# Double-pole approximation at the L$_{2,3}$ edge: the sharp-line assumption

**Conventions.** $E_i=\hbar\omega_i$ are Kohn–Sham (KS) transition energies (1 = L$_3$, 2 = L$_2$), and $M_{ij}$ are real, frequency-independent Hartree-exchange-correlation kernel elements in joule, normalised so that the Casida matrix reads
$$W_{ij}=E_i^2\delta_{ij}+V_{ij},\qquad V_{ij}=4\sqrt{E_iE_j}\,M_{ij}.$$
For one polarisation, phases are chosen so that both amplitudes $\sqrt{f_i}$ are positive, which fixes the sign of $M_{12}$.

## Statement

**Double-pole result** (Appel, Gross and Burke 2006; applied to 3d metals by Scherz et al. 2005). Let $f=f_1+f_2$, $\sin^2a=f_1/f$, and $\tan\theta=2W_{12}/(W_{22}-W_{11})$ with $\sin\theta$ of the sign of $W_{12}$. The eigenvalues $W_\pm$ carry $f_-=fA^2$ and $f_+=fC^2$, where $A=\sin(a-\theta/2)$, $C=\cos(a-\theta/2)$. The branching ratio is $B_0=A^2$. With $\Lambda=W_+-W_-$ and $\bar W=(W_++W_-)/2$,
$$W_{11}=\bar W-\tfrac{\Lambda}{2}\cos\theta,\quad W_{22}=\bar W+\tfrac{\Lambda}{2}\cos\theta,\quad W_{12}=\tfrac{\Lambda}{2}\sin\theta,$$
so two positions and $B_0$ yield the $M_{ij}$, given $E_i$, $a$ and the root for $\theta$.

**Assumption.** Each edge is one sharp KS line. In a solid it is a band of transitions into the empty d states.

**First correction.** Let the squared KS energies of edge $i$ have strength-weighted mean $E_i^2$ and variance $s_i^2\approx4E_i^2\sigma^2$, with $\sigma$ the energy spread of the band. For a separable kernel, with $D_1=W_+-E_1^2$ and $D_2=E_2^2-W_-$, the share of strength in the lower group is $B=B_0+\delta B$:
$$\delta B=-\eta\,AC\sin\theta+\sin^2\tfrac{\theta}{2}\left[\frac{C^2s_1^2}{D_1^2}-\frac{A^2s_2^2}{D_2^2}\right],\qquad \eta=\frac1\Lambda\left[\frac{s_1^2}{D_1}+\frac{s_2^2}{D_2}\right].$$
For small $\theta$, $B_0-\sin^2a\approx-AC\,\theta$, so the band multiplies the intensity transfer by $1+\eta$. For $|M_{ij}|\ll\Delta\ll E_i$, with $\Delta=E_2-E_1$, $\eta\to2\sigma^2/\Delta^2$.

## Proof

**Two poles.** The eigenvectors are $|-\rangle=(\cos\frac\theta2,-\sin\frac\theta2)$ and $|+\rangle=(\sin\frac\theta2,\cos\frac\theta2)$. Projecting $x=(\sin a,\cos a)$ on them gives $A$ and $C$.

**Where the assumption enters.** Give edge $i$ transitions $k$ with squared energies $w_{ik}$ and strengths $f_ip_{ik}$, $\sum_kp_{ik}=1$, coupled by $V_{ij}\sqrt{p_{ik}p_{jl}}$. Light and kernel act only through the bright vectors $|i\rangle=\sum_k\sqrt{p_{ik}}\,|ik\rangle$. The resolvent in this two-dimensional space obeys
$$G(z)^{-1}=\mathrm{diag}(1/g_i)-V,\qquad g_i=\sum_k\frac{p_{ik}}{z-w_{ik}}=\frac1{z-E_i^2}+\frac{s_i^2}{(z-E_i^2)^3}+\dots$$
Keeping the first term of $g_i$ gives $G_0=(z-W)^{-1}$, the double-pole model. The second term gives $1/g_i=z-E_i^2-\Sigma_i$ with $\Sigma_i=s_i^2/(z-E_i^2)$, which is the coupling to dark combinations that remain at the KS energy.

**Projection.** $B=\frac1{2\pi i}\oint x^TG\,x\,dz$ on a contour that encloses $W_-$ and $E_1^2$, excludes $W_+$ and $E_2^2$, and passes far from both bands. There $G\approx G_0+G_0\Sigma G_0$ holds, even when $s_1$ exceeds $|W_--E_1^2|$. Hence $\delta B$ is the sum of the enclosed residues of $F_1+F_2$:
$$F_1=\frac{s_1^2}{z-E_1^2}\left[\frac{A\cos\frac\theta2}{z-W_-}+\frac{C\sin\frac\theta2}{z-W_+}\right]^2,\qquad F_2=\frac{s_2^2}{z-E_2^2}\left[\frac{-A\sin\frac\theta2}{z-W_-}+\frac{C\cos\frac\theta2}{z-W_+}\right]^2.$$
$F_1$ falls as $z^{-3}$, so its enclosed residues equal minus the residue at $W_+$, namely $s_1^2[-AC\sin\theta/(\Lambda D_1)+C^2\sin^2\frac\theta2/D_1^2]$. $F_2$ has one enclosed pole, $W_-$, with residue $s_2^2[-AC\sin\theta/(\Lambda D_2)-A^2\sin^2\frac\theta2/D_2^2]$. The sum is the stated $\delta B$.

The positions $W_\pm$ now mean group centroids in $z$, not peak maxima. The contour requires separated groups. A rigid offset of the KS core levels comparable with $\Delta$ must therefore be removed from $E_i$ and not absorbed in $M_{ii}$.

## Size for bcc Fe

Energies are in eV ($1.602\times10^{-19}$ J). Typical inputs: lines at 707 and 720 eV, $B=0.70$, 3.4 d holes per atom. Assumed inputs: statistical ratio $f_1/f_2=2$; $E_1=708$ eV and $E_2=721$ eV; flat empty bands from the Fermi level up to 0.5 eV (majority) and 3 eV (minority), weighted alike at both edges.

The compiled spin moment, 2.13 $\mu_B$ per atom (Ekholm 2018), assigned wholly to d states, divides the holes into 0.6 majority and 2.8 minority. This gives $\sigma^2=0.85$ eV$^2$ and $\sigma=0.92$ eV ($0.148$ aJ). Lifetime and instrumental broadening conserve areas and do not enter $\sigma$.

**Sharp-line inversion.** $\Lambda=18551$ eV$^2$, $a=0.9553$, and $\theta=2a-2\arcsin\sqrt B=-0.0717$. The other root, $\theta=-2.39$, exchanges the characters of the edges and is discarded.

| element | eV | $10^{-21}$ J |
|---|---|---|
| $M_{11}$ | $-0.49$ | $-79$ |
| $M_{22}$ | $-0.51$ | $-81$ |
| $M_{12}$ | $-0.23$ | $-37$ |

**Correction.** $D_1=17136$ eV$^2$ and $D_2=19992$ eV$^2$ give $\eta=0.010$, the same to these figures as $2\sigma^2/\Delta^2=0.010$. With $AC=0.458$, $\delta B=3.3\times10^{-4}$, of which the bracket term is $-1.7\times10^{-6}$. The full transfer is $B-2/3=0.033$. Since $dB_0/d\theta=-AC$, inverting $B-\delta B$ shifts $\theta$ by $\delta B/AC=7.2\times10^{-4}$. Then $\delta M_{12}/M_{12}=\cot\theta\,\delta\theta=-0.010$, so the sharp-line inversion overstates $|M_{12}|$ by 0.002 eV. The same residues with an extra factor $z$ raise the centroids by 3 and 7 meV and change $\Lambda$ by only 0.03 %. KS lines assumed 4 eV above the observed ones give $\eta=0.011$. Omitted moments carry further powers of $\sigma/\Delta=0.07$.

**Larger neglected terms.** Since $f_i\propto E_i|d_i|^2$, squared dipoles in the ratio 2:1 give $\sin^2a=0.6626$, which raises $|M_{12}|$ by 12 %. A change of 0.01 in $B$ moves $M_{12}$ by 30 %. Spin-orbit coupling in the 3d shell also shifts $f_1/f_2$, and a non-separable kernel is not covered. These numbers belong to the model, whose $B$ was chosen to be typical of Fe. Within it the large splitting keeps the ratio near 2:1 and makes the bandwidth correction, about 1 % of $M_{12}$, minor beside these uncertainties.

**Contrast: Ti, a contact metal.** For a typical $\Delta=6$ eV and an assumed flat empty band 5 eV wide, $2\sigma^2/\Delta^2=0.12$. To first order in $M_{12}$ with $M_{ii}=0$, the transfer scales as $\langle\Delta/(\Delta+\varepsilon'-\varepsilon)\rangle$ over the band energies $\varepsilon$ (L$_3$) and $\varepsilon'$ (L$_2$). This average gives the model an enhancement of 17 %, so higher moments already matter.